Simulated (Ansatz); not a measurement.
Method: DFT PBE, scalar-relativistic, plane waves, PAW in Ansatz. Settings: cutoff 420 eV, Γ-centred meshes spaced at most about 0.3 Å⁻¹, and about 0.25 Å⁻¹ or finer for metals (2π included), Gaussian smearing. No spin polarisation in the final relaxations.

These are static total energies at zero pressure.

Compare these two cells of Te₄W, each relaxed at this level.

A.

```yaml
crystal:
  lattice:
    - [-3.33782, 3.33782, 3.33782]
    - [3.33782, -3.33782, 3.33782]
    - [3.33782, 3.33782, -3.33782]
  atoms:
    - { symbol: Te, position: [0.00000, 0.00000, 0.50000] }
    - { symbol: Te, position: [0.50000, 0.00000, 0.00000] }
    - { symbol: Te, position: [0.00000, 0.50000, 0.00000] }
    - { symbol: Te, position: [0.50000, 0.50000, 0.50000] }
    - { symbol: W, position: [0.00000, 0.00000, 0.00000] }
```

B.

```yaml
crystal:
  lattice:
    - [3.88506, 0.00000, 0.00000]
    - [0.00000, 3.88506, 0.00000]
    - [0.00000, 0.00000, 10.40408]
  atoms:
    - { symbol: Te, position: [0.50000, 0.50000, 0.35475] }
    - { symbol: Te, position: [0.50000, 0.50000, 0.64525] }
    - { symbol: Te, position: [0.00000, 0.00000, 0.00000] }
    - { symbol: Te, position: [0.50000, 0.50000, 0.00000] }
    - { symbol: W, position: [0.00000, 0.00000, 0.50000] }
```

Problem. Which is lower in energy, and by how much?

Solution. A is lower, by 106 meV/atom. A has space group Im-3m (No. 229), 29.7 Å³/atom and no gap on its mesh; B has space group P4/mmm (No. 123), 31.4 Å³/atom and no gap. B holds Te–Te nets (shortest 2.75 Å); in A the shortest Te–Te distance is 3.34 Å, near bonding range too. Even the lower one lies +0.74 eV/atom against the reference forms of the elements (uncorrected), so neither is stable at this level. In A, Te is surrounded by 2 W at 2.89 Å and 6 Te at 3.34 Å; W is surrounded by 8 Te at 2.89 Å. In B, around Te on a site of symmetry 4mm lie 1 Te at 3.02 Å, 4 W at 3.14 Å, 1 Te at 3.69 Å and 4 Te at 3.89 Å; Te on a site of symmetry 4/mmm is surrounded by 4 Te at 2.75 Å; around W lie 8 Te at 3.14 Å and 4 W at 3.89 Å; 1 more site not described. Both come from invented guesses. A third cell relaxed alike, in Cmmm, lies 0.52 eV/atom below the lower of the two.

No dispersion correction is applied, so the spacing and binding between layers, chains or molecules are poorly described (P4/mmm), and this can change margins and order among such cells. Spin–orbit coupling, which can matter for Te and W, is left out. A magnetic state wasn't ruled out in cells without spin, among them Im-3m. Cells relaxed within their symmetry can be saddle points.

The denser cubic cell is favoured, but neither arrangement suits tungsten and tellurium well. Both put W in a cube of eight Te, at 2.89 Å in A and at a clearly stretched 3.14 Å in B. In B, the flat nets hold Te–Te contacts of single-bond length to four neighbours at once, where electron-rich square nets normally need longer, multicentre bonds. This suggests a mismatch, with the nets compressed while the W–Te slab sharing their lattice constant is stretched. That strain is one possible source of the energy gap, alongside the missing dispersion attraction across the weak contacts between nets and slabs.

The Te sublattice of A is simple cubic, an arrangement that elemental tellurium avoids by splitting its p-bonded contacts into short and long ones. Cubic symmetry forbids that distortion here, which probably contributes to the high energy. The Cmmm cell shows that A is not the ground state at this composition, yet it too remains above the elements. Decomposition into the known layered ditelluride and tellurium, the more relevant competition, is not tested.
